Before a production run on lead telluride, someone has to choose the density cutoff. If only the band gap is wanted, a cutoff of 14 hartree is enough here. If energies must hold to 1 meV per atom, 29 is the sensible choice, and it takes about three times as many grid points. The energy does not approach its final value from one side only, because the cutoff controls a grid and leaves the basis set alone.

PySCF 2.14.0, r2SCAN with DZVP-MOLOPT-SR basis sets and GTH-PBE pseudopotentials, for the two-atom cell of PbTe (Fm-3m). All runs use the multigrid method, a 5x5x5 k mesh and Fermi-Dirac smearing of 0.05 eV, without spin polarisation or spin-orbit coupling. The sweep value is the density cutoff in hartree, and gaps are taken on the k mesh.

| sweep value | gap (eV) | scf iterations |
| --- | --- | --- |
| 9 | 1.39860 | 5 |
| 14 | 1.40910 | 5 |
| 20 | 1.40930 | 5 |
| 29 | 1.40890 | 5 |
| 38 | 1.40940 | 5 |
| 46 | 1.40930 | 5 |
| 58 | 1.40920 | 5 |

The sweep value is the density cutoff in hartree. Going from 9 to 14 raises the gap by 10.5 meV, and from there on it stays within a band of 0.5 meV, with no direction. The total energies of the same runs, listed in the output below the text, are less calm. They fall by 19 meV per atom in the first step and then rise by 2.0 meV per atom between 14 and 20.

That rise would be alarming if the cutoff enlarged the basis set. A larger basis that contains the smaller one gives the electrons more freedom, and the energy can then only fall or stay. Here each run uses the same 26 basis functions. The cutoff only sets how finely space is sampled when the density and its potential are worked out, and a sampling error can have either sign.

**Why the first step is so large**

Picture a narrow hump of density sampled at evenly spaced points. If the points are further apart than the hump is wide, the sum depends on whether a point happens to hit the top. Once several points fall across the hump, the sum becomes accurate very quickly. The steepest humps therefore decide which cutoff is needed.

For a Gaussian hump $e^{-p(x-x_0)^2}$ and a grid of spacing $h$, the leading relative error of the sum is

$$2\,e^{-\pi^2/(p h^2)}\cos(2\pi x_0/h).$$

A cutoff $E$ admits waves up to the wave number $\sqrt{2E}$ in atomic units, which corresponds to $h=\pi/\sqrt{2E}$. The exponential then becomes $e^{-2E/p}$, so each added hartree cuts the error by the same factor. A hump with twice the exponent $p$ needs twice the cutoff for the same relative error. The cosine depends on where the atom sits relative to the grid points, so the error can have either sign.

**How far this picture carries**

The exponential law can be tried on the energies, counted from the run at 58. Let it pass through the errors at 9 and 20, which are 18.09 and 1.015 meV per atom. The error then shrinks by a factor of 17.8 over 11 hartree. The next 18 hartree, up to a cutoff of 38, should shrink it by $17.8^{18/11}\approx 110$, to about 0.009 meV per atom.

The computed difference at 38, a row that played no part in setting the curve, is 0.18 meV per atom, some twenty times larger. A curve drawn through 9 and 14 instead falls even further below it. The exponential law is thus compatible with a steep first drop, which it was made to fit, but a small, irregular error remains that it does not describe. Part of that error may lie in the reference run at 58 itself. A plausible source is the r2SCAN functional, which combines the density, its gradient and the kinetic-energy density in a non-linear way. The result is no longer a sum of smooth Gaussians and is harder to sample. Another candidate is the multigrid method used here, which places the smoother parts of the density on coarser grids. Runs with a simpler functional, or with a single grid for the whole density, would help to tell the two apart.

**Why the gap is calmer**

Between 14 and 20, where the energy moves by 2.0 meV per atom, the gap moves by only 0.2 meV. Much of this contrast is a matter of counting. The total gathers the errors of five valence electrons per atom on average, so 2.0 meV per atom is only about 0.4 meV per electron.

The gap is also a difference between two orbital energies, and an error that shifts both equally drops out of it. How much this helps cannot be read from these runs, which list no separate orbital energies. It is no general protection, because in the first step the gap moved by 10.5 meV and the total energy by only about 4 meV per electron.

A steady gap is still not an accurate one. The band edges of lead telluride lie at the L point of the Brillouin zone, which a 5x5x5 mesh centred on $\Gamma$ does not contain. Spin-orbit coupling, which narrows this gap considerably, is also left out. Both omissions make the value of 1.409 eV too large, and no density cutoff will repair that.

**What to do about it**

Energies at 14 and 20 show how fragile a pass mark can be. Measured from the run at 58, the cutoff of 14 meets the 1 meV bound by 0.007 meV per atom, and 20 fails it by 0.015. If the mean of the four tightest runs serves as zero instead, 20 passes and 14 fails. The cutoff of 29 passes either way, as do the tighter ones.

Doubling the cutoff from 29 to 58 nominally multiplies the grid points by another 2.8 and changes the energy by only 0.3 meV per atom. The practical rule is to accept a cutoff only if it and every tighter one tested stay within the bound, and if that verdict survives a change of reference.

Numerical output:

```
Deviations from the row at cutoff 58:
  row  nominal spacing (A)  gap (meV)  energy (meV/atom)  energy from mean of last four (meV/atom)
    9               0.3918      -10.6              18.09                                      17.9
   14               0.3142       -0.1             -0.993                                    -1.183
   20               0.2629        0.1              1.015                                    0.8252
   29               0.2183       -0.3              0.305                                    0.1152
   38               0.1907        0.2              0.179                                  -0.01075
   46               0.1733        0.1              0.275                                   0.08525
   58               0.1544          0                  0                                   -0.1898
Size of energy error against exponential tails (meV/atom):
  row  computed  tail through 9 and 14  tail through 9 and 20
    9     18.09                  18.09                  18.09
   14     0.993                  0.993                  4.884
   20     1.015                0.03051                  1.015
   29     0.305              0.0001644                0.09617
   38     0.179              8.855e-07               0.009112
   46     0.275              8.523e-09               0.001122
   58         0              8.048e-12              4.846e-05
Gap rise from cutoff 9 to 14 (meV): 10.5
Spread of the gap from cutoff 14 to 58 (meV): 0.5
Energy change from cutoff 9 to 14 (meV/atom): -19.08
Energy change from cutoff 14 to 20 (meV/atom): 2.008
Gap change from cutoff 14 to 20 (meV): 0.2
Margin by which cutoff 14 lies inside 1 meV/atom (meV/atom): 0.007
Amount by which cutoff 20 lies outside 1 meV/atom (meV/atom): 0.015
Mean energy of the four tightest rows (meV/atom): 0.1898
Grid points at cutoff 29 relative to 14, nominal ratio: 2.981
Grid points at cutoff 58 relative to 29, nominal ratio: 2.828
```
